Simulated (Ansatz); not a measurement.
# A series in volume scale on Sn

Results calculated with Ansatz 0.2.0, not measured. Periodic Kohn-Sham DFT of a crystal at fixed atoms, scaled to volume_scale times the given cell; pressure positive in compression, energy less spherical unpolarised free atoms, largest_vzz the field gradient of largest size among the nuclei.

The cell before it is scaled or strained (space group Fd-3m, No. 227):
```
Sn
1.0
      0.0000     3.2456     3.2456
      3.2456     0.0000     3.2456
      3.2456     3.2456     0.0000
Sn
2
Direct
  0.50000 0.50000 0.50000
  0.75000 0.75000 0.75000
```

Settings of every row: method frozen-core PAW; functional LDA; relativity scalar; k mesh 9x9x9; filling fermi-dirac; smearing width 0.03 eV; wave cutoff 420 eV; paw set soft_2.

Atom start moment: 0 on all atoms.

Limits: PAW files made with PBE.

| row | volume scale | V (Å³/atom) | pressure (GPa) |
| --- | --- | --- | --- |
| 1 | 0.94 | 32.138 | 2.734 |
| 2 | 0.9405 | 32.155 | 2.704 |
| 3 | 0.96 | 32.821 | 1.572 |
| 4 | 0.97 | 33.163 | 1.043 |
| 5 | 0.98 | 33.505 | 0.547 |
| 6 | 0.99 | 33.847 | 0.082 |
| 7 | 1 | 34.189 | ? |
| 8 | 1.01 | 34.531 | -0.766 |
| 9 | 1.02 | 34.873 | -1.154 |
| 10 | 1.03 | 35.215 | -1.522 |
| 11 | 1.04 | 35.556 | -1.869 |

Question: what pressure should row 7 give?

Worked fit of pressure. Take u = (V_r/V)^(2/3) − 1 with V_r = 33.676 Å³ an atom, which is twice the finite (Eulerian) strain; such expansions in the strain, on which the Birch-Murnaghan equation of state is built, carry the rest volume and the bulk modulus. The shown rows have u = 0.03165, 0.03129, 0.01729, 0.01029, 0.0034, -0.00337, -0.01658, -0.02302, -0.02935, -0.03557. Least squares give pressure = 0.3117 + 68.653 × u + 229.38 × u² + 636 × u³ GPa; a parabola predicts inner rows, each left out in turn, worse (root mean square 0.0057 against 0.0011 GPa). The rows lie off it by -0.001, 0.000, 0.001, 0.000, -0.001, -0.001, 0.000, 0.001, 0.000, 0.000. The pressure vanishes at u = -0.0046, or V = 33.91 Å³ an atom, and there the bulk modulus at fixed shape and fractions is B = −V dP/dV = (2/3)(1 + u) dP/du = 44.2 GPa. The withheld row has u = -0.01003, so the fit gives 0.3117 + 68.653 × (-0.01003) + 229.38 × (-0.01003)² + 636 × (-0.01003)³ = -0.354 GPa.

The calculation gave -0.355 GPa. The fit lies 0.001 GPa (0.022 % of the column's range) above it, one unit of the last digit.
